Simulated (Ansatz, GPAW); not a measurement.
# Work function of copper by crystal face, from (111) to open and stepped faces, in PBE and LDA

An electron leaving a copper crystal starts from the same Fermi level whichever face it crosses, yet the energy it needs depends on the face. The problem is to find how this energy changes from the close-packed (111) face to open and stepped ones, and to estimate it for (311). The answer matters for electron emitters and for metal contacts, where the work function helps to set the barrier to charge flow, and a polycrystalline film exposes several faces at once. The work function is calculated for unrelaxed slabs in PBE and LDA as the vacuum level outside the slab less the Fermi level. Changes between faces are counted from (111). Measured values for some faces are set beside the computed ones further on.

## Systems and settings

GPAW 26.7.0 with its PAW setups. Symmetric 1×1 slabs of 7 to 17 atomic planes are cut at the tabulated measured lattice constant with atoms at bulk places and 16 Å of vacuum, periodic along the normal. Plane waves up to 450 eV, meshes of 8 to 12 points along the first in-plane vector, Fermi-Dirac smearing of 0.1 eV. Spin-paired; scalar-relativistic, no spin-orbit coupling.

Notes on method and selection:

- Slabs of this thickness leave size errors that can reach a tenth of an eV.
- The atoms are not relaxed; relaxation matters most on open faces.
- Smoothing of the electron density on open and stepped faces lowers the surface dipole.
- Runs in which the search for lower states was switched off are not listed.
- Runs that did not converge, have known faults or may not be shown are not listed, and runs on Ansatz's PAW sets soft_1 and soft_2 are kept to separate tables.

Columns:

- area per atom (Å²): surface area per atom of the outermost plane.
- tilt (°): angle between the face and the densest face.
- planes: atomic planes in the slab.
- Φ PBE (eV): work function: vacuum level outside the slab less the Fermi level, PBE.
- Φ LDA (eV): work function: vacuum level outside the slab less the Fermi level, LDA.
- ΔΦ to densest (eV): PBE work function less that of the densest face.

## Table of results

```
member   area per atom (Å²)  tilt (°)  planes  Φ PBE (eV)  Φ LDA (eV)  ΔΦ to densest (eV)
Cu(111)  5.6                 0.0       7       4.81        5.17        0.000
Cu(100)  6.5                 54.7      8       4.54        4.90        −0.274
Cu(110)  9.2                 35.3      11      4.30        4.66        −0.508
Cu(311)  10.8                29.5      12      ?           ?           ?
Cu(210)  14.6                39.2      16      4.26        4.61        −0.552
Cu(112)  16.0                19.5      17      4.49        4.84        −0.324
Cu(211)  16.0                19.5      17      4.49        4.84        −0.324
```

Cells marked ? are withheld until the estimate has been made.

## Reading the trend

The densest face has the highest PBE work function, 4.81 eV, and every other face shown lies below it by 0.27 to 0.55 eV. The fall does not simply follow the area per surface atom. From (111) to (100) the slope is −0.274 / (6.5 − 5.6) = −0.30 eV/Å², while from (110) to (210) it is only (4.26 − 4.30) / (14.6 − 9.2) = −0.007 eV/Å². The (112) face then has the largest area of all and still lies 0.23 eV above (210).

The accepted cause is the surface dipole. Electrons spill out beyond the last plane of atoms and leave positive charge behind, which raises the work function. On a corrugated face they also flow sideways from the protruding atoms into the hollows, which makes a dipole of opposite sign and lowers it. The net change is ΔΦ = e Δp / (ε₀A), with A the area per surface atom, Δp the dipole on that area less the dipole on an equal area of (111), counted positive when it raises the work function, and ε₀ about 0.0055 e/(V Å). For (112) this gives a dipole change of size 0.324 × 16.0 × 0.0055 = 0.029 e Å, so a very small shift of charge is enough.

The same picture suggests why (112) stands above (210) in spite of its larger area. It consists of narrow (111) terraces separated by steps and is tilted by only 19.5° from (111), so part of its surface keeps the dense packing. The (112) and (211) rows describe equivalent faces and count as one result.

LDA lies above PBE by 0.35 to 0.36 eV on every face shown. Both functionals use the same atomic positions, so the offset comes from the functional and not from a change of geometry. It is nearly uniform and leaves the order of the faces unchanged. With size errors of up to a tenth of an eV, the order within the pairs (110) and (210), and (100) and (112), is not settled.

## Estimating the withheld member

Plain estimates from the members shown:

- Cu(311), straight-line interpolation between Cu(110) and Cu(210): w = (10.8 − 9.2) / (14.6 − 9.2) = 0.296, so 4.30 + 0.296 × (4.26 − 4.30) = 4.29 eV

The straight line in area between (110) and (210) gives 4.29 eV for (311), but area fails to order the open faces, as (112) shows. Tilt is the better coordinate here, because (311), like (112), is made of narrow (111) terraces and steps, with the steps closer together. By tilt it falls between (112) and (110):

(29.5 − 19.5) / (35.3 − 19.5) = 0.633

4.49 + 0.633 × (4.30 − 4.49) = 4.37 eV

The same interpolation between neighbours in tilt can be tried on the three shown faces that have a neighbour on each side. It gives 4.53 eV for (112), against 4.49 in the table; 4.31 eV for (110), against 4.30; and 4.30 + (39.2 − 35.3) / (54.7 − 35.3) × (4.54 − 4.30) = 4.35 eV for (210), against 4.26. The root-mean-square miss is 0.06 eV, while the five distinct faces scatter about their mean by roughly 0.2 eV. The largest miss, for (210), comes from using (100) as a neighbour: that face is strongly tilted from (111) but is itself flat and dense.

Tilt ignores the direction of leaning. The (311) face leans from (111) towards (100), and (110) leans another way, which could place (311) somewhat above the line. The table gives no size for this effect, so no shift is applied, and the error bar is the miss found in the trials.

**Committed estimate, Cu(311): Φ PBE = 4.37 ± 0.06 eV.**

## The answer

```
member   area per atom (Å²)  tilt (°)  planes  Φ PBE (eV)  Φ LDA (eV)  ΔΦ to densest (eV)
Cu(311)  10.8                29.5      12      4.39        4.74        −0.425
```

```
member   estimate       Φ PBE (eV)  computed  estimate − computed  miss in error bars
Cu(311)  committed      4.37        4.39      −0.02                0.3
Cu(311)  interpolation  4.29        4.39      −0.10
```

The estimate of 4.37 eV lies 0.02 eV below the computed 4.39 eV, well inside its error bar of 0.06 eV. The straight line in area gave 4.29 eV and falls short by 0.10 eV. Tilt was therefore the better coordinate for this face, although slab-size errors can reach a tenth of an eV, so one face is weak evidence for preferring it.

The argument from area also places (311) slightly below (110), whereas the computed value lies 4.39 − 4.30 = 0.09 eV above it. That difference is within the possible size error, so the order of these two faces is not settled. The suggested upward shift from the lean towards (100) has the right sign, but a remainder of 0.02 eV is too small to confirm it.

The result fits the picture in which close-packed terraces keep part of the high work function of (111) and steps lower it. It is no direct test of that picture, since the charge density and the dipole of each face are not shown in the table.

## Where the trend breaks

The (100) face stands farthest from the trend with tilt. From (111) to (210) the work function falls by (4.26 − 4.81) / 39.2 = −0.014 eV per degree, and the three distinct faces between them lie within 0.05 eV of that line. Continued to the 54.7° of (100), the line would give 4.81 − 0.014 × 54.7 = 4.04 eV. The computed value is higher by 4.54 − 4.04 = 0.50 eV, far beyond the size error. The likeliest reason is geometric: (100) is a flat, dense face with only 6.5 Å² per surface atom, so a large angle from (111) does not mean a rough surface.

Against area, the clearest exception is (112), which the table also lists as (211). It has the largest area per atom, 16.0 Å², yet its work function is 0.23 eV above that of (210). Its close-packed terraces offer a reason, because the area per atom of the outermost plane counts only the step-edge atoms and misses the terrace atoms exposed just below them.

## Checking against experiment

```
member   quantity    measured     computed  computed − measured  conditions                                                                                                                    source
Cu(111)  Φ PBE (eV)  4.9          4.81      −0.09                compiled values differ between sources by a tenth of an eV or more; compiled experimental value; Cu(111) single-crystal face  [1]
Cu(100)  Φ PBE (eV)  4.73         4.54      −0.19                compiled values differ between sources by a tenth of an eV or more; compiled experimental value; Cu(100) single-crystal face  [1]
Cu(110)  Φ PBE (eV)  4.56         4.30      −0.26                compiled values differ between sources by a tenth of an eV or more; compiled experimental value; Cu(110) single-crystal face  [1]
Cu(311)  Φ PBE (eV)  4.42         4.39      −0.03                compiled values differ between sources by a tenth of an eV or more; compiled experimental value; Cu(311) single-crystal face  [1]
Cu(210)  Φ PBE (eV)  4.37         4.26      −0.11                compiled values differ between sources by a tenth of an eV or more; compiled experimental value; Cu(210) single-crystal face  [1]
Cu(112)  Φ PBE (eV)  4.53 ± 0.03  4.49      −0.04                photoemission; Cu(112)                                                                                                        [2]
Cu(211)  Φ PBE (eV)  4.53         4.49      −0.04                compiled values differ between sources by a tenth of an eV or more; compiled experimental value; Cu(211) single-crystal face  [1]
```

Computed − measured (first source of each member):

- Φ PBE (eV): mean error −0.11, mean absolute error 0.11 over 7 members

Sources:

[1] "Anisotropic work function of elemental crystals" (2019, arXiv:1902.07811)  
[2] "a printed reference work (work functions of clean elemental metal surfaces)" (1973, book:7784906ab2)

PBE lies below the measured value on all six distinct faces, by 0.03 to 0.26 eV and by 0.12 eV on average when (112) is counted once. LDA lies above on all six, by 0.10 to 0.32 eV. PBE is the nearer level on average, but LDA is nearer on (110) and, by a small margin, on (100).

The measured values under [1] come from two compilations: (111), (100) and (110) from one, (210), (211) and (311) from the other. Faces are therefore best compared within each group. In the first, PBE keeps the measured order but gives a larger fall from (111) to (110), 4.81 − 4.30 = 0.51 eV against 4.9 − 4.56 = 0.34 eV. In the second, both series run from (211) down through (311) to (210), by 4.49 − 4.26 = 0.23 eV in PBE and 4.53 − 4.37 = 0.16 eV in the measured values, though the single steps are hardly larger than the possible errors.

Across the two groups, measured (110) lies 4.56 − 4.42 = 0.14 eV above (311), while PBE puts it 0.09 eV below. A change of compilation can shift a value by a tenth of an eV or more, so this does not show whether the measured work function really departs from a smooth fall with tilt at (110). The work behind [2] is not named here, and its value for (112) may go back to the same measurement as the compiled one for (211), so their agreement is no independent check.

PBE tends to give metal work functions somewhat too low, which agrees with the common sign. Slab size and missing relaxation may each add errors of up to roughly a tenth of an eV that vary from face to face. The compiled values differ between sources by as much or more, so the (110) discrepancy cannot be assigned to the calculation alone. Steps on a real (111) or (100) crystal would lower its measured value, so they cannot explain why PBE lies below experiment there.

## Conclusions and limits

Among these copper faces, (111) has the highest work function and the open and stepped faces lie 0.3 to 0.6 eV lower in PBE. Neither area nor tilt orders all of them. Interpolation in tilt came within 0.1 eV of the PBE value on the four faces where it was tried, (112), (311), (110) and (210), and only (311) was withheld beforehand. That is too little for a rule about other faces, because tilt leaves out the direction of leaning, and the fall with tilt does not continue to (100).

In practice the difference shows in the longest wavelength that frees electrons, λ = hc/Φ with hc = 1240 eV nm. The PBE values give 1240 / 4.81 = 258 nm for (111) and 1240 / 4.26 = 291 nm for (210).

The calculation describes clean surfaces. Adsorbed atoms can matter more than the choice of face: an alkali layer, for example, gives electron charge to the metal, and the resulting dipole lowers the work function strongly.

[On method and selection: Error sizes named in these notes are rules of thumb and were not measured on these runs.]

[Logs are printed without paths, hosts, clocks, repeated set-up lines and the standing remarks that a program may print on its own settings, such as how far it seeks lower states.]
